## Results and discussion: phases and p levels in rocksalt BiTe

The table lists Kohn–Sham levels of one crystal at seven wave vectors. The columns "point b" and "point c" give the components of the wave vector along the second and third reciprocal vectors; the first component is zero throughout. "Level under 1" is the highest level below the Fermi energy, "level under 4" the fourth one down, and "level over 1" the lowest level at or above it. All energies are counted from the Fermi energy, and "level point" numbers the wave vectors.

Kohn–Sham levels of rocksalt BiTe (Fm-3m, fixed geometry), calculated with FLEUR MaX-R8.1 (later development tree) using PBE and all-electron FLAPW, without spin polarisation or spin–orbit coupling. The k mesh is 7×7×7, with Fermi–Dirac smearing of 0.05 eV. Energies are relative to the Fermi energy, and the first component of each wave vector is zero.

| point b (reciprocal cell vector) | point c (reciprocal cell vector) | level point (row) | level under 4 (eV) | level under 3 (eV) | level under 2 (eV) | level under 1 (eV) | level over 1 (eV) | level over 2 (eV) |
| --- | --- | --- | --- | --- | --- | --- | --- | --- |
| 0.0000 | 0.0000 | 1 | -8.164 | -2.582 | -2.582 | -2.582 | 2.119 | 2.119 |
| 0.0000 | 0.4286 | 2 | -1.720 | -0.697 | -0.516 | -0.516 | 6.508 | 7.619 |
| 0.1429 | 0.1429 | 3 | -8.672 | -2.926 | -2.926 | -1.648 | 0.028 | 2.291 |
| 0.1429 | 0.2857 | 4 | -3.087 | -3.042 | -2.033 | -0.043 | 1.773 | 1.841 |
| 0.1429 | 0.5714 | 5 | -3.578 | -2.451 | -2.331 | -0.011 | 0.000 | 1.445 |
| 0.2857 | 0.2857 | 6 | -9.467 | -3.566 | -3.566 | -3.443 | 1.490 | 2.781 |
| 0.4286 | 0.5714 | 7 | -10.262 | -5.574 | -3.886 | -3.855 | 2.554 | 2.899 |

Point 1 is Γ, the centre of the zone. Points 3 and 6 lie on the line from Γ to X, a point on the zone boundary along a cubic axis. Point 7 is close to X, and point 2 is close to L, the boundary point along a body diagonal. The mesh passes X and L by, so the text speaks only of their neighbourhood.

### 1. Could this crystal have a gap?

Not in a calculation without spin polarisation. The calculation treats 43 electrons per cell explicitly. Filled inner p, d and s shells take 36 of them, and seven remain for the six p bands that three Bi 6p and three Te 5p orbitals form. Each band holds two electrons, so 3.5 p bands are filled on average, and at least one band must be partly filled.

This metallic state belongs to the cubic cell that was set and not relaxed. At ambient conditions BiTe is a layered compound, and its levels are a separate matter.

### 2. Why does "level under 4" jump between about −8 and −2 eV?

The column counts levels down from the Fermi energy and does not follow a band. At points 1, 3, 6 and 7 three p levels lie below the Fermi energy, so the fourth level down is already the one beneath the p group. Its depth, −8.16 eV at Γ, and the order of the atomic shells mark it as mainly s in character.

At points 4 and 5 four p levels lie below the Fermi energy, and the fourth one down is still a p level. Near L the count is higher still. There, six p levels are inferred to lie below, of which the table shows the upper four. The jump thus records how unevenly the p electrons are spread over the zone: they gather around L and are sparser around Γ and X. The next questions concern the cause of this pattern.

### 3. Why do two p levels approach each other on the way from Γ to X and then part again?

At Γ the highest level below and the lowest level above the Fermi energy are 4.70 eV apart. At point 3 the distance is 1.68 eV, and at point 6 it is back to 4.93 eV. A simple model of neighbouring p orbitals explains this course.

Each Bi atom has six Te neighbours along the cubic axes. A p orbital along x meets two of them head-on (σ overlap, strength S) and four side by side (π overlap, strength P, which is weaker). In a crystal wave the orbital on the next atom carries a phase φ, and summing over the two neighbours on an axis gives a factor 2 cos φ. The total coupling of the x orbitals is therefore

t = 2S cos φx − 2P (cos φy + cos φz).

The phases follow from the wave vector: φx = π(b + c), while φy and φz both have the size π(c − b). Coupling pushes a Bi level and a Te level apart, to energies

E = centre ± ½ √(D² + 4t²),

where D is the energy difference between the uncoupled Bi and Te orbitals.

The minus sign in t has a pictorial meaning. At Γ all phases are zero. If two neighbouring x orbitals point the same way, the positive lobe of one meets the negative lobe of the other along x, which is antibonding. Side by side, however, the same two orientations match and bond. The two kinds of overlap thus work against each other at Γ, and the stronger σ overlap decides.

Towards X only cos φx changes: it falls from 1 at Γ to 0.62 at point 3 and −0.22 at point 6. The σ term shrinks while the π term stays, so the two cancel before cos φx itself reaches zero. Point 3 lies on the way to this cancellation: much of the σ term is already offset there, and the x levels are close together. At point 6 the σ term has changed sign and helps the π term, and the levels are far apart again. With σ overlap alone, point 6 would have the weaker coupling and the smaller distance, contrary to the table. The x orbitals can also mix with s orbitals along this line, which alters the distances without being needed for their order.

The y and z orbitals supply a second sign of the π overlap. They keep their full σ coupling along the line, and only the π term that opposes it weakens. The model therefore makes their levels spread steadily. In the table their lower pair sinks from −2.58 eV at Γ to −3.57 eV at point 6, while the upper one rises from 2.12 to 2.78 eV.

### 4. Why does the deepest p level lie near X and not at Γ?

At point 7 the lowest p level lies at −5.57 eV, which is 2.99 eV below the p triplet at Γ. Here cos φx is −1, and the cosines along y and z are still 0.90. The x orbitals can now bond head-on along x and side by side along y and z in the same wave. At Γ one of these gains always had to be paid for with the other.

The same reasoning lets a reader judge any other point. A p level lies deep where the cosine along its own axis is large in size, whatever its sign, and the cosines along the other two axes have the opposite sign. It lies close to its antibonding partner where the two terms cancel, or where all cosines are small.

### 5. Near L the distance is 7.02 eV. Is this a gap, and does weak coupling explain it?

It is a distance at one wave vector and not a band gap, since at point 5 the levels on either side of the Fermi energy are only 0.01 eV apart. Near L all three cosines are 0.22, so σ and π couplings shrink together and the p levels bunch. If the whole bunch lies below the Fermi energy, the next level up belongs to a higher group of states, which accounts for the large distance.

Whether the bunch must lie below the Fermi energy can be tested by an estimate without adjustable constants. At Γ the levels stand 4.70/2 = 2.35 eV to either side of their centre at −0.23 eV. Near L the coupling is 0.22 of that at Γ. The levels then stand at least 0.22 × 2.35 ≈ 0.52 eV from the centre, the smallest value being reached when Bi and Te orbitals have equal energy. With an unchanged centre, the highest p level would lie at −0.23 + 0.52 ≈ +0.29 eV or higher.

The calculation puts it at −0.52 eV, so the estimate is too high by at least 0.81 eV and lands on the wrong side of the Fermi energy. Weak coupling explains why the p levels bunch, but not why the bunch lies so low. For that, the centre itself has to sink.

The table shows that it does move. At points 4 and 5 all six printed levels can be assigned to the p group, and their averages are −0.77 and −1.15 eV. The second value lies 0.92 eV below the centre at Γ, a shift that would cover the smallest possible discrepancy, 0.81 eV, if it also occurred near L.

A likely reason is overlap between atoms of the same kind, which the model leaves out. At Γ, p orbitals on neighbouring Te atoms, or on neighbouring Bi atoms, all point the same way, and their head-on overlap raises the whole group. Near L the phases largely cancel this rise. Mixing with higher empty states could lower the group as well, and the present levels do not separate the two effects.

### 6. What would change if Pb took the place of Bi?

Pb brings one electron fewer. Six p electrons would then fill three of the six p bands on average, and a gap between the third and the fourth becomes possible. Near L this boundary would run through the middle of the bunch and no longer above it.

The model also indicates where such a gap could be narrow: near L, where coupling does little to separate the lower three levels from the upper three, and on the way from Γ to X, where the σ and π terms of one orbital cancel. It does not choose between these places. PbTe is known to have its narrow gap at L. The extra electron of Bi thus matters more for the metallic state than any detail of the bonding.

### 7. Which digits can be trusted, and what would spin–orbit coupling do?

Equal values that symmetry demands, such as the three levels at −2.582 eV at Γ, are equal to every digit within this calculation. Distances of several electronvolts, on which the reasoning above rests, are also safe as statements about its bands. The position of a level relative to the Fermi energy is less certain when the level lies close to it. Four levels, at points 3, 4 and 5, lie within the smearing width of 0.05 eV. They are partly occupied, and a finer mesh could move them to the other side.

Spin–orbit coupling, which was left out, is a larger matter. For Bi 6p it is of the order of an electronvolt, and for Te 5p it is smaller but still appreciable. It would split each p triplet at Γ into a fourfold and a twofold level, counting spin. The upper triplet should split more, because it carries more of the less electronegative Bi.

The cosines would remain, and with them the broad pattern of strong coupling near X and weak coupling near L. The fine order of levels at the Fermi energy has no such protection. The near-crossing at point 5 is an example. The cosines along y and z are equal there, so the two levels are most likely the antibonding y and z combinations, which coupling between nearest neighbours leaves together. Spin–orbit coupling mixes just these two orbitals and should push the levels clearly apart. The crystal would still be a metal, because the number of electrons per cell stays odd.
